Each energy in the table is a Kohn–Sham level of a thin, relaxed but unreconstructed slab of tungsten disilicide, counted from the Fermi level at one point of the surface zone. Level b1 is the nearest below the Fermi level, b2 the next one down, and a1 the nearest above. The outer orbital weight is the share of a level that sits on atomic orbitals of the two outermost planes at both faces. The levels come from density-functional theory with spin-orbit coupling, and the points run from X to G (the zone centre), on to M and back toward X.

Levels of a relaxed nine-plane Si2W (001) slab, computed with Ansatz 0.2.0 using PBE, spin-orbit coupling and PAW plane waves. The cutoff is 420 eV, the k mesh 11×11×1 and the Gaussian smearing 0.1 eV wide. Levels b lie below and a above the Fermi level, numbered outward from it; outer orbital weights are Löwdin shares on the two outermost planes at each face, taken together.

```csv
point label,point a (reciprocal cell vectors),point b (reciprocal cell vectors),level b1 from the Fermi level (eV),outer orbital weight b1,level b2 from the Fermi level (eV),level a1 from the Fermi level (eV),outer orbital weight a1
X,0.5000,0.0000,-0.020,0.880,-0.020,2.690,0.900
between,0.4167,0.0000,-0.030,0.650,-0.030,0.000,0.830
between,0.3333,0.0000,-0.420,0.790,-0.420,0.010,0.570
between,0.2500,0.0000,-0.100,0.560,-0.100,0.440,0.740
between,0.1667,0.0000,-0.210,0.540,-0.210,0.410,0.600
between,0.0833,0.0000,-0.070,0.760,-0.070,0.200,0.780
G,0.0000,0.0000,-0.410,0.660,-0.410,0.310,0.580
between,0.0833,0.0833,-0.100,0.220,-0.100,0.570,0.520
between,0.1667,0.1667,-0.350,0.620,-0.350,0.720,0.460
between,0.2500,0.2500,-0.240,0.700,-0.240,0.630,0.800
between,0.3333,0.3333,-0.770,0.830,-0.770,0.180,0.680
between,0.4167,0.4167,-1.150,0.730,-1.150,0.150,0.610
M,0.5000,0.5000,-0.160,0.620,-0.160,1.320,0.560
between,0.5000,0.4167,-1.220,0.700,-1.220,0.040,0.610
between,0.5000,0.3333,-0.840,0.780,-0.840,0.120,0.650
between,0.5000,0.2500,-0.040,0.690,-0.040,0.540,0.750
between,0.5000,0.1667,-0.050,0.830,-0.050,0.240,0.820
between,0.5000,0.0833,-0.020,0.880,-0.020,0.050,0.870
```

Levels b1 and b2 agree in every row. The slab is non-magnetic and has a centre of inversion, and under these two conditions every level is doubly degenerate, a so-called Kramers doublet. The pair is therefore one band, and when it crosses the Fermi level both members cross together.

## The first row: a jump at X

At X the nearest level above the Fermi level lies at 2.69 eV, while one row further down it lies at 0.00 eV. For comparison, a level in this column typically departs from the mean of its two neighbours by about 0.2 eV. Level b1 hardly moves over the same step. A band that really climbed so far between two close points would be extraordinarily steep.

The columns, however, do not follow bands. They are sorted afresh at each point by which side of the Fermi level a state is on. If a band that was the nearest above dips slightly below, it leaves column a1, and the next band up takes its place, however far away that is. The size of the jump then measures the distance to the next band, and the band that caused it may have moved by only a few hundredths of an electronvolt.

A chain of atoms with one s and one p orbital each shows the same effect. If mixing between s and p is left out, its two bands are smooth cosines, one above the other. Let the Fermi level lie just above the bottom of the s band, which is at the zone centre. The nearest level above is then the s band at most points, but near the centre it is the distant p band, and a list of nearest levels jumps although neither band does. The comparison holds as long as the bands stay apart; the slab has many bands, and where they crowd together and mix, a single band can no longer be picked out so easily.

The wide separation at X is also no band gap of the slab. It belongs to this one point, and the slab as a whole is a metal, with bands that cross the Fermi level elsewhere in the zone.

## From X to G: a small pit and an open case

At (0.3333, 0) level b1 drops to −0.42 eV, some 0.36 eV below the mean of its two neighbours. Level a1 in the same row, at 0.01 eV, lies much closer to that mean. Its outer weight of 0.57 also resembles those of the neighbouring b1 levels better than the 0.79 of b1 itself. The likely reading is that the top of a band pokes just above the Fermi level here and so drops out of column b1 for one row.

At G, M and X, symmetry allows a sharper test. The energy of a doublet is the same at equal distances on either side of such a point, so a smooth, isolated band starts out as a parabola in the distance $q$:

$$E(q)=E_0+c\,q^2 .$$

Here $E_0$ is the energy at the point itself and $c$ the curvature. Let $E_1$ be the level one step away and $E_2$ the level two steps away. Then $E_1=E_0+cq^2$ and $E_2=E_0+4cq^2$, and eliminating $c$ gives

$$E_0=\frac{4E_1-E_2}{3}.$$

The row at the special point does not enter the estimate, so it can serve as the test.

At G the test fails. Continued from either side, b1 should arrive near −0.02 eV, but the table has −0.41 eV. Supposing that the band has risen above the Fermi level hardly helps, because a1 at 0.31 eV is then off by about as much. The first b1 levels on the two sides have outer weights of 0.76 and 0.22, so they are hardly the same kind of state, and the premise of one isolated band breaks down. G stays unexplained. Its miss of about 0.4 eV may combine the error of the coarse steps with a change of band, so it is only a rough measure of how far such an estimate can go wrong.

## From G to M: a band that changes column

Over the last three rows before M, b1 falls from −0.24 to −1.15 eV. Continued to M, from this side or from the X side, it should reach about −1.3 eV. Instead b1 stands at −0.16 eV, more than 1 eV too high. That is about three times the miss at G, which makes a change of band more likely than an error of the parabola alone.

Column a1 offers the better candidate. On the G side it has 0.15 eV one step from M and 0.18 eV two steps away, so that

$$E_0=\frac{4\times 0.15-0.18}{3}\ \text{eV}=0.14\ \text{eV}.$$

The b1 level at M lies 0.30 eV below this estimate, and 0.17 eV below the one from the X side. Moving the band from a1 to b1 thus removes most of the break. It also accounts for the leap of a1 to 1.32 eV, since the next band up now fills that column.

The outer weights point the same way. At M, b1 has 0.62, practically the value of a1 in the rows on either side, whereas b1 in those rows has 0.70 or more. Such a weight is no sign of a surface state, though. Two of the three tungsten planes count as outer planes, so a tungsten state spread evenly through the slab would already score two thirds.

What remains is a dip 0.2 to 0.3 eV deeper than the parabola allows. This is smaller than the miss at G, though that miss is no strict bound. Perhaps the band bends more sharply close to M than two points can reveal, or it mixes with another band there; neither possibility has been tested.

## From M back to X: how little it takes

The last two rows approach X again and settle the jump at the top of the table. Two steps from X, a1 lies at 0.24 eV, and one step away at 0.05 eV. The parabola carries it on to −0.01 eV, just below the Fermi level. At X there is no level at all between −0.02 and 2.69 eV, so a band heading for −0.01 eV can only have ended up on the lower side.

Level b1 in these rows aims at the same energy. Two doublets therefore seem to meet at X, or nearly so, and the b1 listed there could be either of them. Their separation grows about fourfold when the distance from X doubles, as it does for two parabolas of different curvature. The simplest Rashba picture, in which spin-orbit coupling at a surface splits a band in proportion to the distance, would give only a doubling.

Because the levels at X lie so close to the Fermi level, the jump is as fragile as it is large. Suppose the Fermi level were 0.03 eV lower and the bands unchanged. The level at −0.02 eV would then count as lying above, at 0.01 eV, both at X and one step toward M, and column a1 would pass through X without a jump. The 0.1 eV smearing is not an error bar for the Fermi level, but it leaves levels this close to it partly filled on either side. Which side the band falls on therefore matters little for its filling, although it decides the whole look of column a1.

The levels next to X on this side have outer weights near 0.88, clearly above the two thirds of an evenly spread tungsten state. They lean toward the outer layers, but in so thin a slab that does not separate a true surface state from a bulk state that is merely enhanced there. Nor does the weight help to identify the bands at X, because the distant level at 2.69 eV scores 0.90 as well.

The same reasoning carries over to a slightly different slab or a small shift of the Fermi level. Jumps should appear wherever a band passes through the Fermi level, and their height is set by the distance to the next band. The printed analysis below gives the parabola estimates for G, M and X from both sides. In its table the first six lines follow the order named in the heading, and the row labels beside them have no meaning.

The analysis program printed:

```
typical kink of b1 against the mean of two neighbours, median, eV: 0.26
typical kink of a1 against the mean of two neighbours, median, eV: 0.195
parabola estimates in eV at [M from G side, M from X side, X from M side, X from G side, G from X side, G from M side]:
      row  b1 continued (first six lines only)  a1 continued (first six lines only)
        X                               -1.277                                 0.14
  between                               -1.347                              0.01333
  between                                -0.01                             -0.01333
  between                                  0.1                            -0.003333
  between                             -0.02333                                 0.13
  between                             -0.01667                                 0.52
        G                                    0                                    0
  between                                    0                                    0
  between                                    0                                    0
  between                                    0                                    0
  between                                    0                                    0
  between                                    0                                    0
        M                                    0                                    0
  between                                    0                                    0
  between                                    0                                    0
  between                                    0                                    0
  between                                    0                                    0
  between                                    0                                    0
M from G side, b1 less continued b1, eV: 1.117
M from X side, b1 less continued b1, eV: 1.187
M from G side, b1 less continued a1, eV: -0.3
M from X side, b1 less continued a1, eV: -0.1733
X from M side, a1 less continued a1, eV: 2.703
X from M side, b1 less continued a1, eV: -0.006667
X from G side, b1 less continued a1, eV: -0.01667
G from X side, b1 less continued b1, eV: -0.3867
G from M side, b1 less continued b1, eV: -0.3933
G from X side, a1 less continued b1, eV: 0.3333
point (0.3333, 0), b1 less mean b1 of its neighbours, eV: -0.355
point (0.3333, 0), a1 less mean b1 of its neighbours, eV: 0.075
M, weight of b1 less mean weight of a1 at its neighbours: 0.01
M, weight of b1 less mean weight of b1 at its neighbours: -0.095
separation a1 less b1 two steps from X toward M over that at one step: 4.143
```
